Whoever wants to recognise an indium vacancy in InAs by the quadrupole signal of nearby nuclei has to decide which atoms of a small supercell to trust. The orders of magnitude already narrow the choice. The field gradient is a few $10^{20}$ V/m² at the As atoms beside the vacancy, close to $10^{22}$ at the In atoms behind them, and about $10^{21}$ at most sites farther out. The strongest mark of the defect therefore sits in the second shell, not in the first.

Field gradients around an In vacancy of charge -3 in InAs, from Ansatz 0.2.0 with PBE and plane waves (default PAW datasets, scalar-relativistic, no spin polarisation). The 53-atom supercell has relaxed ions, a 420 eV cutoff and a 2x2x2 k mesh. Vzz is the principal component largest in size, and the asymmetry is (Vxx - Vyy)/Vzz with |Vxx| ≤ |Vyy|.

```
atom  like atoms  distance from the defect (Å)  Vzz (1e21 V/m^2)  asymmetry
As27           4                          2.14             -0.27       0.00
 In1          12                          4.12             -7.37       0.08
As32          12                          4.97             -1.84       0.91
In14           6                          6.00              1.70       0.85
As28           6                          6.57             -1.33       0.58
 In8           4                          7.39              0.85       0.00
 In4           4                          7.39              1.50       0.00
As40           4                          7.84             -0.11       0.00
As53           1                          7.84              0.00        n/a
```

The ions were relaxed, and the distances are those after relaxation. $V_{zz}$ is the principal component of the gradient with the largest size. The asymmetry is 0 when the tensor has an axis like a rod and 1 when one component vanishes and the other two are equal and opposite. The simplest pattern is that of a point charge: an axial tensor along the line to the vacancy that falls as $1/r^3$, with $r$ the distance from the defect. In an isotropic medium, the elastic strain around a point defect has the same angular form and the same decay. As a yardstick, this form was given one amplitude for In, set at In1, and one for As, set at As32, so these two rows are no test of its size.

**The nearest shell, As27.** The yardstick asks for about $-23$ here, and the calculation gives $-0.27$, some 85 times less. The As32 amplitude is a rough anchor, but no reasonable change of it closes such a gap. Nor is As27 an undisturbed atom: it has moved 0.47 Å towards the vacancy, more than any other site.

Two limits show how a strongly disturbed atom can have a small gradient. With tetrahedral bond angles, the lone pair that points into the vacancy is an $sp^3$ hybrid. It holds more electrons on As than a shared bond does, and this surplus of $p$ electrons along one axis makes a gradient. With bond angles of 90°, the lone pair is pure $s$ and the three bonds fill the $p$ shell evenly, so the gradient of that shell vanishes. In the relaxed cell In1 has moved sideways as well as inwards, and the angle at As27 is about 98°, between the two limits.

This argument accounts for a factor of about two, far short of 85. At the relaxed angle the lone pair is expected to keep a little over a third $p$ character, against three quarters at the tetrahedral angle. If the bonds hold the same charge, the surplus along the axis then shrinks by about half. The calculation has no band gap, and its electronic entropy fits a threefold level at the zone centre that is one third or two thirds full. PBE is known to close the gap of InAs by placing the $s$-like conduction state too low. This state has therefore probably taken two electrons from the threefold level, which, with the zone centre as one of eight k points, makes a quarter of an electron per cell. If the threefold level sits on As27, the lone pairs aren't quite full and the gradient there shifts. The coarse k mesh adds an error of unreported size, so the near absence of a gradient at As27 remains largely unexplained.

**The second shell, In1.** Here the gradient is 27 times that of As27, although $1/r^3$ alone would make it 7 times smaller. The limit of a bare charge of $-3$ shows how little of it comes directly from the vacancy:

$$V_{zz}=\frac{2q}{4\pi\varepsilon_0 r^3}=-\frac{2\times 3\times 14.4\ \text{V Å}}{(4.12\ \text{Å})^3}\approx-1.2\ \text{V/Å}^2=-0.12\times10^{21}\ \text{V/m}^2$$

The computed value is 60 times larger. The core electrons of In amplify an outside gradient, perhaps by a few tens, but the screening of the host takes much of that back.

The atom's own valence electrons are a far stronger source. One $5p$ electron of In makes very roughly $5\times10^{22}$ V/m², so a surplus of about 0.15 electrons along one direction is enough. Bonding theory suggests where it comes from. As the lone pair of As27 takes more $s$ character, its bonds to In1 are left with more $p$ character, which As holds less tightly, and electrons shift towards In. A surplus along a bond makes $V_{zz}$ negative, as computed. The direction of the axis supports the assignment: it lies within a degree or so of the relaxed bond to As27, but nearly 30° from the line to the vacancy, where a point charge would put it. The relaxation also bends the bond between As27 and In1, which may contribute as well.

**One disturbed bond or two.** The asymmetry supports this picture of bonds. In1 has one bond to As27, and its asymmetry is only 0.08, although its site symmetry would allow any value. As32 has two bonds to In1 atoms, and In14 has two bonds to As32 atoms. Their asymmetries are 0.91 and 0.85, where a point charge would give nearly axial tensors.

The geometry of two bonds can account for these high values. A disturbed bond at angle $\theta$ to a chosen direction contributes in proportion to $3\cos^2\theta-1$. Two equal bonds at the tetrahedral angle each make half that angle with their bisector, where $\cos^2\theta=1/3$ and the contribution is zero. Since the three components add up to zero, the other two must be equal and opposite, which is an asymmetry of 1. The same count can be made for any site in a tetrahedral crystal: with the other bonds left alone, one disturbed bond gives a rod, and two equal ones give a tensor with one component near zero.

It also explains why the positive sign of In14 deserves little weight. Its $V_{zz}$ is 1.70, but the second component is $-1.57$. A slight change of the k mesh could exchange their order and reverse the printed sign. The yardstick gives $-2.39$ here, so it misses the printed sign as well as the shape. As32 is no safer: its two largest components are $-1.84$ and $1.76$, so the sign of the As yardstick is itself insecure.

**The far sites.** From As28 outwards, each atom is equally far from two or more vacancies of the periodic crystal. Adding the contributions of these nearest images changes the yardstick for As28 from $-0.80$ to $-1.47$, against $-1.33$ computed. The agreement covers the size but not the shape, and it rests on an amplitude taken from As32, whose tensor is far from axial, so it may be partly luck. As28 also has two In1 neighbours, one from each vacancy, yet its asymmetry is only 0.58, so both simple pictures are losing accuracy here.

In8 and In4 show the images most clearly. Both lie at the centre of a triangle of three vacancies, 7.39 Å from each. Along the line to a single vacancy the angular factor is 2; at right angles to it the factor is $-1$, and three vacancies together give $-3$. The sign therefore turns, and both computed values are indeed positive. The yardstick gives 1.92 for both, against 0.85 and 1.50, so it gets the sign and the order of magnitude but misses the difference between two sites at equal distance. Vacancies farther away, left out here, are expected to lower the model's value. They can't separate the two sites, but the bonds can: one kind is bonded to three As32 atoms and As53, the other to three As28 atoms and an As40. At As40, which also has three nearest vacancies, the yardstick fails outright: it gives $0.47$ against $-0.11$ computed, wrong in both sign and size.

As53 completes the series of limits. It sits at the centre of four vacancies, whose contributions cancel by symmetry, so its zero is no sign that the crystal has healed. For matching a measured signal, the twelve In1 atoms are the place to start: their gradient stands well above all others, and they have one nearest vacancy. Their value still needs a denser k mesh and a functional that opens the gap of InAs, while the sites from As28 outwards need a larger cell before they can describe an isolated vacancy. All values also come from a charged cell in a uniform background, under some remaining compression and without spin-orbit coupling, so a close match with a measured signal can't be expected yet.
